**Question.** I computed the band gap of a small TiO cell at five plane-wave cutoffs, with the atoms held fixed. At 200 eV the cell looks like a metal, at 250 eV the gap is at its largest, and from 300 eV on it hardly moves. The total energy, meanwhile, is still falling at 300 eV. Does the material change character at low cutoff, and why does the gap settle before the energy?

Ansatz 0.2.0, scalar-relativistic PBEsol with plane waves and PAW, without spin polarization, for a randomly distorted two-atom cell of TiO with the atoms held fixed. All rows use a 12×12×8 k mesh and Gaussian smearing of 0.1 eV. The gaps are Kohn-Sham gaps taken between points of this mesh, and a gap of zero marks a cell that is metallic on it.

```csv
wave cutoff,gap on mesh (eV),direct gap on mesh (eV)
200 eV,0.000,0.000
250 eV,0.163,0.396
300 eV,0.115,0.332
350 eV,0.118,0.332
420 eV,0.119,0.334
```

**Answer.** The material doesn't change; the set of waves that describes its electrons does. The total energy collects the errors of all the electrons, whereas a gap depends on two levels only, and from 300 eV on these hardly move any more. An error that both share would drop out of the gap anyway. At 200 eV the cutoff is so low that the errors of the two levels differ by more than the gap itself. At 250 eV a smaller mismatch is left, with the opposite sign, and from 300 eV on it is at most about 4 meV.

The cutoff sets the finest detail that the waves can draw. A plane wave of wave number k has the kinetic energy E = ħ²k²/2m, where ħ²/2m is about 3.8 eV Å². At E = 200 eV this gives k ≈ √(200/3.8) ≈ 7.3 Å⁻¹, and half a wavelength, π/k, is 0.43 Å. At 420 eV it is 0.30 Å. The estimate shows how the resolution improves, but it can't tell which cutoff is good enough or predict the error of a gap.

Each larger set contains all the waves of the smaller one, so the total energy can in essence only fall as the cutoff rises. It also adds up the errors of every occupied orbital, including compact ones that need fine detail. The gap has no such one-way rule: it comes out too small or too large, depending on how the errors of its two levels differ. The part that the two levels share is small here as well. The Fermi energy would follow a common shift of both, yet at 300 eV it differs from the 600 eV run by less than a hundredth of an eV. So the gap settles early mainly because the levels next to it hardly move any more, and less because their errors cancel.

Counting electrons suggests what kind of levels border the gap. The calculation treats 18 electrons, which fill nine bands, and eight of these belong to Ti 3s and 3p and O 2s and 2p. The ninth holds the two electrons left in the Ti 3d shell, and the lowest empty states should be mainly 3d as well. The orbital character of the levels wasn't printed, so this assignment rests on the count and on ordinary chemistry. If it is right, the deeper orbitals hold 16 of the 18 electrons, and most of the error left in the total energy at 300 eV is expected to come from them.

A free Ti²⁺ ion is a simpler case in which the errors of the inner shells matter little. Rearranging its two d electrons within the shell costs an energy that needs a less complete basis than the total energy does, because the inner shells stay nearly the same and the d orbitals are about equally compact. The likeness ends where bonding begins. In the crystal, d states mix with oxygen orbitals to a degree that varies with the wave vector (the k-point), so part of the error can survive in the gap.

At 200 eV, the printed zero hides an overlap: the bottom of the tenth band lies 0.27 eV below the top of the ninth, so both are partly filled. The direct gap, taken between filled and empty levels at the same k-point, is also printed as zero, but the outputs hold no value of it for this row, so this zero doesn't show that the two bands touch at any k-point. The overlap is an artefact of the low cutoff, because the same cell with the same atoms has an open gap at every higher cutoff, including a further run at 600 eV.

At 250 eV, the lowest empty state sits at a different k-point than it does from 300 eV on. It is tempting to blame the larger gap on this switch, but a new lowest state can only make a gap smaller. The state that later becomes the lowest must therefore lie at least 0.163 eV above the filled band at this cutoff, against 0.119 eV at 420 eV. So the low cutoff has pushed these two levels too far apart, by 0.04 eV or more. The results don't show how much each of them moved.

For practical work, the cutoff has to be tested on the quantity that is needed. At 300 eV the gap is within about 4 meV of the 600 eV run, while the total energy is still 0.58 eV per cell too high and the force on an atom is off by about a quarter. A settled gap is thus no proof of usable forces. The program itself flagged the cutoffs from 200 to 350 eV as lower than recommended. The output below gives the errors for each row.

A converged cutoff doesn't make 0.119 eV the gap of real TiO. The cell is nearly hexagonal, with angles close to 90°, 90° and 120°, whereas ordinary TiO is a metal built on the rock-salt pattern. The computed cell is also randomly distorted and under strong tension. Spin was switched off, and the PBEsol functional ran on PAW datasets made for PBE. Semilocal functionals such as this one usually give gaps that are too small, while a mesh of k-points can miss the band edges and give one that is too large. More plane waves cure none of this.

Printed output of the fit:

```
Errors against the 600 eV run:
     row  gap error (meV)  energy error (eV per cell)  force error (eV/A)  pressure error (GPa)
  200 eV           -384.7                       11.95               1.007                -4.102
  250 eV            43.81                       2.924              0.1024                 3.525
  300 eV            -4.19                       0.577             0.08949                0.5149
  350 eV            -1.19                       0.108            0.004244                -0.193
  420 eV            -0.19                     0.00744           0.0005005               0.00956
Basis and cancellation:
     row  shortest half wave (A)  plane waves per k-point  gap error in % of energy error
  200 eV                  0.4336                    168.7                            3.22
  250 eV                  0.3878                    235.8                           1.498
  300 eV                   0.354                    309.9                          0.7262
  350 eV                  0.3278                    390.6                           1.102
  420 eV                  0.2992                    513.4                           2.554
Band gap by band count at 200 eV (negative is overlap), eV: -0.2655
Change of gap from 200 to 250 eV, eV: 0.4285
Change of gap from 250 to 300 eV, eV: -0.048
Direct gap at 250 eV less that at 600 eV, eV: 0.06232
Spread of gap from 300 eV up, meV: 4
Fall of total energy from 300 to 420 eV, eV per cell: 0.5695
Direct less smallest gap at 420 eV, eV: 0.215
Force on the Ti or O atom at 600 eV, eV/A: 0.3421
Force error at 300 eV in % of that force: 26.16
Filled bands from 18 electrons: 9
Filled bands left after Ti 3s, 3p and O 2s, 2p: 1
```
